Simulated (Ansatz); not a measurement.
# Pd: energy less free atoms and pressure against volume scale

All results are calculated (Ansatz 0.2.0). Periodic Kohn-Sham DFT of a crystal at fixed atoms, scaled to volume_scale times the given cell; pressure positive in compression, energy less spherical unpolarised free atoms, largest_vzz the field gradient of largest size among the nuclei.

The cell before it is scaled or strained (space group Fm-3m, No. 225):
```
cell vectors (Å)
   0.0000     1.9449     1.9449
   1.9449     0.0000     1.9449
   1.9449     1.9449     0.0000
atoms (fractions of the cell vectors)
Pd  0.00000  0.00000  0.00000
```

Settings of every row: method all-electron LAPW; functional PBEsol; relativity scalar; k mesh 18x18x18; filling fermi-dirac; smearing width 0.05 eV; basis error target 0.25 meV/atom; nucleus gaussian.

Atom start moment: 0 on all atoms.

```
row  volume scale  V (Å³/atom)  energy less free atoms (eV/atom)  pressure (GPa)
  1          0.94       13.831                            -4.432           11.86
  2          0.96       14.125                           -4.4488           6.531
  3          0.98       14.419                           -4.4564           1.849
  4          0.99       14.567                           -4.4571          -0.274
  5             1       14.714                           -4.4559          -2.263
  6          1.01       14.861                            -4.453          -4.126
  7          1.02       15.008                           -4.4484           -5.87
  8          1.04       15.302                           -4.4346          -9.031
  9          1.06       15.597                                 ?               ?
```

Question: what energy less free atoms and pressure should row 9 give?

Worked fit of energy less free atoms. Take u = (V_r/V)^(2/3) − 1 with V_r = 14.64 Å³ an atom, which is twice the finite (Eulerian) strain; such expansions in the strain, on which the Birch-Murnaghan equation of state is built, carry the rest volume and the bulk modulus. The shown rows have u = 0.03862, 0.02416, 0.01019, 0.00334, -0.00336, -0.00994, -0.01641, -0.02905. Least squares give energy less free atoms = −4.45675 − 0.1762 × u + 20.597 × u² + 14.5 × u³ eV/atom; a parabola predicts inner rows, each left out in turn, worse (root mean square 0.00015 against 2.8e-05 eV/atom). All shown rows lie on it to the printed digit. Its lowest point lies at u = 0.0043, or V = 14.55 Å³ an atom, and the curvature there gives the bulk modulus at fixed shape and fractions, B = (4/9)(1 + u)² E″(u)/V = 205 GPa. The withheld row has u = -0.04134, so the fit gives −4.45675 − 0.1762 × (-0.04134) + 20.597 × (-0.04134)² + 14.5 × (-0.04134)³ = -4.4153 eV/atom.

The calculation gave -4.4154 eV/atom. The fit lies 0.0001 eV/atom (0.24 % of the column's range) above it, one unit of the last digit. This row lies beyond the range of the fit.

Worked fit of pressure. Take u = (V_r/V)^(2/3) − 1 with V_r = 14.64 Å³ an atom, which is twice the finite (Eulerian) strain; such expansions in the strain, on which the Birch-Murnaghan equation of state is built, carry the rest volume and the bulk modulus. The shown rows have u = 0.03862, 0.02416, 0.01019, 0.00334, -0.00336, -0.00994, -0.01641, -0.02905. Least squares give pressure = −1.2813 + 296.577 × u + 1070.4 × u² + 1574 × u³ GPa; a parabola predicts inner rows, each left out in turn, worse (root mean square 0.016 against 0.0047 GPa). The rows lie off it by 0.000, 0.000, -0.005, 0.005, 0.003, -0.001, -0.003, 0.001 (root mean square 0.003 GPa). The pressure vanishes at u = 0.0043, or V = 14.55 Å³ an atom, and there the bulk modulus at fixed shape and fractions is B = −V dP/dV = (2/3)(1 + u) dP/du = 205 GPa. The withheld row has u = -0.04134, so the fit gives −1.2813 + 296.577 × (-0.04134) + 1070.4 × (-0.04134)² + 1574 × (-0.04134)³ = -11.824 GPa.

The calculation gave -11.796 GPa. The fit lies 0.028 GPa (0.12 % of the column's range) below it; its largest miss of a shown row is 0.005 GPa. This row lies beyond the range of the fit.
